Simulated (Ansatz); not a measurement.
# A series in temperature on LiMg

Harmonic vibrational free energy, entropy and heat capacity at constant volume, per atom, from the force constants of a q mesh, imaginary modes left out; plane waves with PAW datasets, Gamma-centred k mesh. The results are calculated, by Ansatz 0.2.0.

Structure of every row (space group P-6m2, No. 187):
```
CELL_PARAMETERS angstrom
3.05770 0.00000 0.00000
-1.52890 2.64810 0.00000
0.00000 0.00000 4.94480
ATOMIC_POSITIONS crystal
Li 0.00000 0.00000 0.00000
Mg 0.66667 0.33333 0.50000
```

Settings of every row: functional LDA; dispersion none; spin none; wave cutoff 420 eV; k mesh 18x18x8; occupations fermi dirac; smearing width 0.15 eV; pressure 0 GPa; phonon method linear response; q mesh 3x3x2.

Limits: coarse q mesh; levels loosely converged; metal sensitive to the k mesh; the cell comes from a prototype or a list of computed structures and needn't be the stable phase.

```
row  temperature (K)  phonon entropy (kB/atom)  phonon heat capacity (kB/atom)  phonon free energy (meV/atom)
  1              200                     2.311                           2.464                           22.2
  2              300                     3.372                           2.739                           -2.5
  3              400                     4.177                           2.849                          -35.2
  4              500                     4.819                           2.901                          -74.1
  5              600                         ?                               ?                              ?
  6              700                     5.804                           2.949                         -166.1
  7              800                     6.199                           2.961                         -217.8
  8              900                     6.548                           2.969                         -272.8
  9             1000                     6.861                           2.975                         -330.6
```

Question: what phonon entropy and phonon heat capacity should row 5 give?

Worked fit of phonon entropy. Entropy rises as the heat capacity times the change of ln T, so take t = ln(T / 300 K). The shown rows have t = -0.4055, 0, 0.2877, 0.5108, 0.8473, 0.9808, 1.0986, 1.204. Least squares give phonon entropy = 3.3853 + 2.72442 × t + 0.14115 × t² kB/atom; a straight line predicts inner rows, each left out in turn, worse (root mean square 0.034 against 0.01 kB/atom). The rows lie off it by 0.007, -0.013, -0.004, 0.005, 0.009, 0.006, -0.001, -0.009 (root mean square 0.0076 kB/atom), a smooth pattern that one more power would take up: the form is only approximate. The slope at t = 0, 2.72 kB/atom, estimates the heat capacity at 300 K. The withheld row has t = 0.6931, so the fit gives 3.3853 + 2.72442 × (0.6931) + 0.14115 × (0.6931)² = 5.341 kB/atom.

The calculation gave 5.351 kB/atom. The fit lies 0.010 kB/atom (0.22 % of the column's range) below it; its largest miss of a shown row is 0.013 kB/atom.

Worked fit of phonon heat capacity. At high temperature a harmonic heat capacity falls short of its limit by a term in 1/T², so take t = (100 K / T)². The shown rows have t = 0.25, 0.11111, 0.0625, 0.04, 0.02041, 0.01562, 0.01235, 0.01. Least squares give phonon heat capacity = 2.9997 − 2.5101 × t + 1.469 × t² kB/atom; a straight line predicts inner rows, each left out in turn, worse (root mean square 0.0087 against 0.00042 kB/atom). The rows lie off it by 0.000, 0.000, 0.000, -0.001, 0.000, 0.000, 0.000, 0.000. The constant, 2.9997 kB/atom, is to be held against the harmonic limit of 3 k_B an atom. The withheld row has t = 0.02778, so the fit gives 2.9997 − 2.5101 × (0.02778) + 1.469 × (0.02778)² = 2.931 kB/atom.

The calculation gave 2.931 kB/atom. The fit meets it to the printed digit.

The other values of row 5: phonon free energy -117.9 meV/atom.
